**How do I get the resistance of an Al/AlOx/Al junction from the transfer matrix?**

I model the oxide as $U\delta(z)$ between free-electron aluminium leads. How do the eigenvalues of $MM^\dagger$ give the transmissions, and what resistance-area product $RA$ follows?

---

**Answer**

Define $Z=mU/\hbar^2k_F$. I take $Z=1000$, chosen so that $RA$ lands near the 1 kΩ µm² typical of such junctions. The results are therefore the model's.

**Hand estimate.** Aluminium has $\lambda_F\approx0.36$ nm. One mode per $(\lambda_F/2)^2=(0.18\ \text{nm})^2$ gives 31 modes/nm², say 30. Give each the normal-incidence transmission $1/Z^2=10^{-6}$ and use $h/2e^2\approx13$ kΩ:
$$RA\approx\frac{13\ \text{k}\Omega}{30\times10^{6}\,\mu\text{m}^{-2}\times10^{-6}}\approx0.43\ \text{k}\Omega\,\mu\text{m}^2 .$$

**Transfer matrix.** Let $c^\pm_{L,R}$ be flux-normalised amplitudes of right- and left-movers in $N$ propagating modes, with
$$\binom{c_L^-}{c_R^+}=\begin{pmatrix}r&t'\\t&r'\end{pmatrix}\binom{c_L^+}{c_R^-},\qquad\binom{c_R^+}{c_R^-}=M\binom{c_L^+}{c_L^-}.$$
Solve the first row for $c_R^-$ ($t'$ invertible). Unitarity gives $t^\dagger r'=-r^\dagger t'$, so $t^\dagger(t-r't'^{-1}r)=t^\dagger t+r^\dagger r=1$, and
$$M=\begin{pmatrix}(t^\dagger)^{-1}&r't'^{-1}\\-t'^{-1}r&t'^{-1}\end{pmatrix}.$$
The current $|c^+|^2-|c^-|^2$ is conserved, so $M^\dagger\Sigma_zM=\Sigma_z$ with $\Sigma_z=\mathrm{diag}(1,-1)$ in blocks. Then $M^{-1}=\Sigma_zM^\dagger\Sigma_z$, which implies $M\Sigma_zM^\dagger=\Sigma_z$ and $(MM^\dagger)^{-1}=\Sigma_zMM^\dagger\Sigma_z$. The positive matrix $MM^\dagger$ is similar to its inverse, so its eigenvalues pair as $e^{\pm2x_n}$.

Adding the inverse cancels the off-diagonal blocks and doubles the diagonal ones. By $M\Sigma_zM^\dagger=\Sigma_z$ these are $2M_{11}M_{11}^\dagger-1$ and $2M_{22}M_{22}^\dagger-1$, hence
$$\left[2+MM^\dagger+(MM^\dagger)^{-1}\right]^{-1}=\frac14\begin{pmatrix}tt^\dagger&0\\0&t'^\dagger t'\end{pmatrix}.$$
The left side has eigenvalues $1/(4\cosh^2x_n)$, each twice. Both blocks on the right have the eigenvalues $T_n$, since $t^\dagger t=1-r^\dagger r$ and $t't'^\dagger=1-rr^\dagger$. So $T_n=1/\cosh^2x_n$.

**Delta barrier.** A flat barrier conserves the transverse wavevector $q$. With $k_z=k_F\mu$ and $\mu^2=1-q^2/k_F^2$, matching at $z=0$ gives $t=t'=1/(1+i\beta)$, $r=r'=-i\beta t$, $\beta=Z/\mu$, and
$$M=\begin{pmatrix}1-i\beta&-i\beta\\ i\beta&1+i\beta\end{pmatrix},\qquad \mathrm{Tr}\,MM^\dagger=2+4\beta^2=2\cosh2x .$$
Thus $\sinh x=Z/\mu$ and $T=\mu^2/(\mu^2+Z^2)$. The normal mode has $x=7.60$.

Three electrons per atom and an approximate fcc lattice constant of 0.405 nm give $k_F=17.49$ nm⁻¹ and $U=1.33$ keV nm, a fit parameter and no height-times-thickness product. Modes fill the disc $q<k_F$ evenly, $N/A=k_F^2/4\pi=24.34$ nm⁻² per spin, so $\mu^2$ is uniform on $[0,1]$:
$$\langle T\rangle=\int_0^1\frac{2\mu^3\,d\mu}{\mu^2+Z^2}=1-Z^2\ln(1+Z^{-2})=5.00\times10^{-7}.$$
The linear-response Landauer formula $G=(2e^2/h)N\langle T\rangle$, with $h/2e^2=12.906$ kΩ, gives the model's
$$RA=1.06\ \text{k}\Omega\,\mu\text{m}^2 .$$

**Why the two differ by a factor 2.45.**

- **Obliquity, ×2.** The barrier acts through $mU/\hbar^2k_z$, so oblique modes have larger $x$. For $Z\gg1$, $x\approx\ln(2Z/\mu)$ and $T\approx4e^{-2x}=\mu^2/Z^2$, with $\langle\mu^2\rangle=1/2$.
- **Mode count, ×1.273.** One mode per $(\lambda_F/2)^2$ counts a square of hard-wall wavevectors, $k_F^2/\pi^2=30.99$ nm⁻². Only the quarter disc inside it propagates, a fraction $\pi/4$.
- **Rounding, ×0.961**, from $(30/30.99)(12.906/13)$.

The product is $2\times1.273\times0.961=2.45$.

**Finite thickness matters more.** Take an illustrative slab 2 eV above $E_F$, $d=1$ nm thick, with free-electron mass. Its decay constant is $\kappa=7.25$ nm⁻¹ and its normal transmission is again $1.0\times10^{-6}$. Now $x$ grows as $d\sqrt{\kappa^2+q^2}$, so $T\propto e^{-q^2d/\kappa}$ at small $q$, and $\langle T\rangle/T(0)\approx\kappa/(dk_F^2)=0.024$. Averaging the exact slab transmission gives 0.028, against $1/2$ for the delta. At equal normal transmission the slab's $RA$ is about 18 times larger, so a delta fitted to $RA$ spreads the current over far too many modes.